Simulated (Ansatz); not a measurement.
# A series in temperature on Gd2SeO2

All results are calculated (Ansatz 0.2.0). Plane-wave density functional theory, PAW datasets, Gaussian smearing 0.05 eV: harmonic lattice thermodynamics at fixed volume from displacements in the supercell given; kB is Boltzmann's constant.

Structure of every row (space group P-3m1, No. 164):
```
cell vectors (Å)
   3.8516     0.0000     0.0000
  -1.9258     3.3356     0.0000
   0.0000     0.0000     6.8140
atoms (fractions of the cell vectors)
Gd  0.33330  0.66670  0.28930
Gd  0.66670  0.33330  0.71070
O   0.33330  0.66670  0.62570
O   0.66670  0.33330  0.37430
Se  0.00000  0.00000  0.00000
```

Settings of every row: paw set soft_2; functional PBEsol; spin treatment collinear; moment partition spheres; spin axis none; wave cutoff 420 eV; SCF start saved density; lower state search off; symmetry use detected; k mesh of unit cell 8x8x4; supercell 2x2x1.

Atom:
```
element  first moment (μB)  hubbard u (eV)
     Gd                  7               0
     Gd                  7               0
      O                  0               0
      O                  0               0
     Se                  0               0
```

```
row  temperature (K)  phonon heat capacity (kB per atom)  phonon entropy (kB per atom)  phonon free energy (meV per atom)
  1              200                               2.319                         2.366                              25.44
  2              300                               2.642                         3.377                                0.5
  3              400                               2.785                         4.159                             -32.11
  4              500                               2.858                         4.789                             -70.75
  5              600                                 2.9                         5.315                            -114.35
  6              700                                   ?                             ?                                  ?
  7              800                               2.942                         6.155                            -213.52
  8              900                               2.954                         6.503                            -268.09
  9             1000                               2.963                         6.814                            -325.49
```

Question: what phonon heat capacity and phonon entropy should row 6 give?

Worked fit of phonon heat capacity. At high temperature a harmonic heat capacity falls short of its limit by a term in 1/T², so take t = (100 K / T)². The shown rows have t = 0.25, 0.11111, 0.0625, 0.04, 0.02778, 0.01562, 0.01235, 0.01. Least squares give phonon heat capacity = 2.9977 − 3.6115 × t + 3.589 × t² kB per atom; a straight line predicts inner rows, each left out in turn, worse (root mean square 0.021 against 0.0016 kB per atom). The rows lie off it by 0.000, 0.001, -0.001, -0.001, 0.000, 0.000, 0.000, 0.001. The constant, 2.9977 kB per atom, is to be held against the harmonic limit of 3 k_B an atom. The withheld row has t = 0.02041, so the fit gives 2.9977 − 3.6115 × (0.02041) + 3.589 × (0.02041)² = 2.925 kB per atom.

The calculation gave 2.925 kB per atom. The fit meets it to the printed digit.

Worked fit of phonon entropy. Entropy rises as the heat capacity times the change of ln T, so take t = ln(T / 300 K). The shown rows have t = -0.4055, 0, 0.2877, 0.5108, 0.6931, 0.9808, 1.0986, 1.204. Least squares give phonon entropy = 3.3933 + 2.62937 × t + 0.18289 × t² kB per atom; a straight line predicts inner rows, each left out in turn, worse (root mean square 0.045 against 0.012 kB per atom). The rows lie off it by 0.009, -0.016, -0.006, 0.005, 0.011, 0.007, 0.000, -0.010 (root mean square 0.0091 kB per atom), a smooth pattern that one more power would take up: the form is only approximate. The slope at t = 0, 2.63 kB per atom, estimates the heat capacity at 300 K. The withheld row has t = 0.8473, so the fit gives 3.3933 + 2.62937 × (0.8473) + 0.18289 × (0.8473)² = 5.752 kB per atom.

The calculation gave 5.764 kB per atom. The fit lies 0.012 kB per atom (0.27 % of the column's range) below it; its largest miss of a shown row is 0.016 kB per atom.

The other values of row 6: phonon free energy -162.13 meV per atom.
